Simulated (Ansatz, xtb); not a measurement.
# BH3NSn−: which of two isomers lies lower

We compare a, `B[N]=[SnH-]`, a singlet, with b, `[BH3-][N]=[Sn]`, a singlet. Both are isolated ions in the gas phase, relaxed with B3LYP-D3(BJ)/def2-SVPD; each stands in its lowest conformer found.

Problem. Estimate which is lower in electronic energy at CCSD(T)/def2-SVPD + ΔMP2/def2-TZVPPD, and by roughly how much.

Solution. The CCSD(T)/def2-SVPD + ΔMP2/def2-TZVPPD calculation puts structure a lower, by 0.287 eV.

How the difference moves with the method:

```
                               level                geometry  E(b) − E(a) (eV)  departure from the last row (eV)  job, with rough time for the two
                            GFN2-xTB                GFN2-xTB              +0.820                            +0.533              optimisation, 0.62 s
                           HF/STO-3G                GFN2-xTB              −0.673                            −0.960               single point, 3.9 s
                 r2SCAN-D4/def2-SVPD                GFN2-xTB              +0.325                            +0.038                single point, 12 s
              B3LYP-D3(BJ)/def2-SVPD  B3LYP-D3(BJ)/def2-SVPD              +0.589                            +0.302               optimisation, 2 min
                        HF/def2-SVPD  B3LYP-D3(BJ)/def2-SVPD              +1.287                            +1.000           part of the CCSD(T) run
                       MP2/def2-SVPD  B3LYP-D3(BJ)/def2-SVPD              −0.084                            −0.371           part of the CCSD(T) run
                   CCSD(T)/def2-SVPD  B3LYP-D3(BJ)/def2-SVPD              +0.375                            +0.088                      single point
CCSD(T)/def2-SVPD + ΔMP2/def2-TZVPPD  B3LYP-D3(BJ)/def2-SVPD              +0.287                                               single point, 2.2 min
```

As drawn, b has 1 B–H in place of 1 Sn–H.

HF/STO-3G, MP2/def2-SVPD put the two in the other order. The largest departure from CCSD(T)/def2-SVPD + ΔMP2/def2-TZVPPD is that of HF/def2-SVPD, 1.000 eV. The last row adds to CCSD(T) the change of the MP2 difference between the two basis sets, here −0.088 eV.

With harmonic frequencies from B3LYP-D3(BJ)/def2-SVPD (ideal gas, rigid rotor, one conformer each, 400 K, 1 atm): on the last row, ΔE + ΔZPE = +0.361, ΔH = +0.342, ΔG = +0.423 eV.

The T1 diagnostic of structures a and b is large, so the coupled-cluster value is less sure. The correlated steps freeze 6 core orbitals; the filled d shell of Sn is correlated, in a basis made for valence electrons. Atoms past krypton carry core potentials in the def2 sets, other sets are all-electron and non-relativistic, and no spin–orbit term is included. Programs: Ansatz 0.2.0, xtb 6.7.1; the last row on 1 thread of AMD EPYC (Zen 3) on a shared host.

Hydrogen sits better on tin than on boron here, although a B–H bond is normally stronger than an Sn–H bond. The likely reason is π bonding: in a, three-coordinate boron keeps an empty p orbital that can accept density from the electron-rich nitrogen, whereas the fourth bond to boron in b removes that acceptor. Structure b must then rely on nitrogen donation into the diffuse p orbitals of tin, where overlap is poorer. Zero-point energy widens the gap to +0.361 eV, as expected when a soft Sn–H stretch is exchanged for a stiff B–H one.

Correlation strongly favours b. Hartree–Fock in the split-valence basis exaggerates the preference for a, while MP2 overshoots the correction and reverses the order, which suggests low-lying π excitations in the N–Sn unit that second-order perturbation theory overweights. The preference for a is therefore supported more securely than its size, and it says nothing about the barrier to hydrogen migration.
